**Problem: Fe²⁺ in a tetrahedron of point charges**

An Fe²⁺ ion (3d⁶) sits at the centre of a regular tetrahedron of four equal negative charges, 1.82 Å away, and only the size q of the charge is changed. The results come from CASSCF in the 3d shell with spin-orbit coupling. The first excitation is the energy from the ground level to the next level, and χT is the molar susceptibility times temperature. In all rows the ground level is a single, non-degenerate A₁ level of quintet spin.

Fe²⁺ in a regular tetrahedron of four equal point charges at 1.82 Å, computed with OpenMolcas 26.06: state-averaged CASSCF with six electrons in the five 3d orbitals, ANO-RCC-VDZP, DKH2, point nucleus, and spin-orbit state interaction with atomic mean-field integrals. χT is the powder susceptibility times temperature, by Van Vleck's formula.

```tsv
point charge (e)	first excitation (cm⁻¹)	χT at 2 K (cm3 K/mol)	χT at 50 K (cm3 K/mol)	χT at 300 K (cm3 K/mol)
-2.500	30.7	0.415	3.97	4.19
-2.000	25.9	0.444	3.66	3.80
-1.500	25.5	0.447	3.64	3.78
-1.000	28.2	0.426	3.78	3.96
-0.650	31.3	0.415	4.04	4.28
```

**(a)** Which levels does the first excitation connect, and how does it depend on the ligand-field splitting Δ? Estimate it at q = −2.0, where the same calculation puts ⁵T₂ at Δ = 2039 cm⁻¹ above ⁵E.

*Solution.* The tetrahedral field splits the free-ion ⁵D term into a lower ⁵E and an upper ⁵T₂. An excitation near 26 cm⁻¹ is far below Δ, and the level lists at −1.0 and −2.0 show it to be A₁ → T₁ inside ⁵E. The orbital momentum L transforms as T₁, which E × E does not contain, so the operator λL·S has no matrix elements within ⁵E. It acts only in second order, by mixing ⁵T₂ into the ten states of ⁵E.

Second-order theory lowers the levels A₁, T₁, E, T₂ and A₂ by 24, 18, 12, 6 and 0 times λ²/Δ. The spacing, and hence the first excitation, is 6λ²/Δ. A stronger field therefore gives a smaller gap, because it quenches the orbital momentum more completely.

To fix λ, the 25 quintet states were described by

H = Δ·P(T₂) + λL·S + c(L·S)²,

where P(T₂) projects on ⁵T₂ and the last term stands for the admixture of the distant triplets. A least-squares fit of λ and c to the computed quintet levels at −2.0, with Δ held at its computed value, gives λ = −105.1 cm⁻¹ and an rms error of 2.0 cm⁻¹. The two constants trade against each other, so neither is a pure atomic quantity.

The estimate is 6 × 105.1²/2039 = 32.5 cm⁻¹, against 25.9 in the table. It is too high because ⁵T₂ is itself split by spin-orbit coupling over several hundred cm⁻¹, so each ⁵E level sees its own denominator. Exact diagonalisation with the same λ gives 22.8 cm⁻¹, and the triplet term adds about 3 cm⁻¹, which closes the difference. This row was part of the fit, so the agreement shows that the form of H is adequate and is not a prediction.

The higher orders also flatten the dependence on Δ. From −1.0 to −2.0 the computed Δ grows by a factor 1.18, while the gap falls only to 0.92 of its value. As Δ goes to zero the lowest levels must merge into the free-ion J = 4 level, so the gap has to turn over. In the model it peaks at 32 cm⁻¹ near Δ = 900 cm⁻¹, not far above the largest gaps in the table.

**(b)** Explain why χT at 50 and 300 K rises and falls with the first excitation, while χT at 2 K is small and runs the other way.

*Solution.* At 300 K all ten states from ⁵E are well occupied (at −2.0 the highest still about half as much as the lowest), and pure spin S = 2 would give 3.01 cm³ K/mol. Every row lies above this, because the admixed ⁵T₂ brings orbital moment parallel to the spin (λ is negative for a shell more than half full). Averaged over the two E orbitals, g ≈ 2 + 4|λ|/Δ. The magnetic field also mixes ⁵E with ⁵T₂ directly, which adds a temperature-independent susceptibility 4C/Δ, with C = Nμ_B²/hc = 0.2607 cm³ cm⁻¹/mol.

At −2.0 this gives g = 2.21, and the two parts are

3.0 × (2.21/2)² = 3.66 and 4 × 0.2607 × 300/2039 = 0.15 cm³ K/mol.

Their sum, 3.81, compares with 3.80 in the table, again for a row that supplied λ. Both parts shrink as Δ grows, and so does the gap over this range. At 50 K the upper levels of ⁵E are only sparsely occupied, but the moment is still set mainly by g. The gap and χT at 50 and 300 K therefore put the five rows in the same order.

At 2 K the thermal energy is about 1.4 cm⁻¹, and only the non-magnetic A₁ level is occupied. Its response comes from the field mixing in T₁, so χT ≈ 2T·C·|μ|²/gap, with μ the A₁–T₁ moment in Bohr magnetons. The calculation shows this Van Vleck form: χT at 5 K is 2.50 times its value at 2 K in every row. The small numbers thus mean a frozen-out moment and not a small one.

A larger gap lowers this χT, which explains the reversed order, apart from the two end rows, which tie at 0.415. The admixture that widens the gap also enlarges μ, so the two changes partly cancel. Read back from the table, |μ|² runs from 10.9 at the smallest gap to 12.5 at the largest, against 8.0 for pure spin. Hence χT at 2 K varies by only 8 % between its extremes, against 23 % for the gap.

**(c)** What do the rows imply for Δ as a function of q, and why does the row at −2.5 break the run?

*Solution.* With λ and c fixed at their means over the rows −1.0 and −2.0, one Δ per row was fitted to the relative errors of its four table entries, using Van Vleck's formula with moment L + gS. All twenty entries are reproduced within 1 % of the table values, and the two end rows are worst, with errors several times the rounding. The computed Δ at the two calibration rows is recovered within 2 %. The values for the other three rows are inferences through the model.

The fitted Δ rises from about 1200 cm⁻¹ at −0.65 to about 2100 at −1.5 and −2.0, then drops to about 1300 at −2.5. The computed spin-orbit lowering of the ground level was not used in these row fits. After a constant shift of 15 cm⁻¹, set at the two calibration rows, it gives the same Δ within 2 % in each row. When λ is freed as well, it stays within about 1 % across the series and Δ still falls. So −2.5 resembles −0.65 because its effective field is weak again. The 0.4 cm⁻¹ between −1.5 and −2.0 corresponds to a difference in Δ comparable with the errors of the fit, and the position of the turning point is unresolved.

First-order point-charge theory makes Δ proportional to |q|, and the computed factor of 1.18 on doubling the charge refutes this directly. Scaled from the −1.0 row, it puts the gap at −2.5 44 % below the table. Something must oppose the splitting and grow faster than |q|.

Symmetry offers a candidate. A tetrahedron has no inversion centre, and the empty 4p orbitals transform as t₂, so the odd part of the field mixes them into the upper, t₂ set of 3d orbitals and pushes that set down by an amount of order q². This suggests Δ = a|q| − bq², and the two computed splittings fix a = 2435 and b = 708 cm⁻¹ exactly. The curve peaks near |q| = 1.7 and stays within 6 % of the fitted Δ in four rows, two of which define it.

At −2.5 the quadratic is 27 % above the fitted Δ and its gap is 7.6 % below the table, so the fall in the calculation is steeper.

The orbital momentum in the outputs shows that the mixing is present. For pure d orbitals the root-mean-square component of L in ⁵E would be √2, and it is 1.412 at −1.0 and 1.403 at −2.0. The e orbitals cannot take up p character, so the loss belongs to t₂, where it corresponds to about 0.3 % and 1.6 % of p. In ⁵T₂ the shortfall is about twice as large, as p character requires. Between these rows the share grows faster than q², which fits a fall steeper than the quadratic. How much of the fall in Δ it causes was not computed, so the explanation is supported but not proven.

Part of the fall may also be an artefact. A charge of −2.5 is larger than any real ligand's, and at the larger charges the repulsion is expected to exceed the binding of the 3d electrons, so that only the limited basis holds them in place. Without covalency, point charges also give too weak a field at true ligand charges, and raising the charge does not reliably repair this here. Dynamic correlation is also left out. The low-temperature values also hold only for the regular shape, since a real ⁵E ion is open to Jahn–Teller distortion, which would rearrange these levels.

The same ion in an octahedron would differ on both counts. Its high-spin ground term is ⁵T₂g, which keeps orbital momentum and splits in first order, so the spacing is of the size of λ and depends only weakly on Δ. Inversion symmetry forbids 3d–4p mixing there, so a turning point in Δ of this origin should be absent.
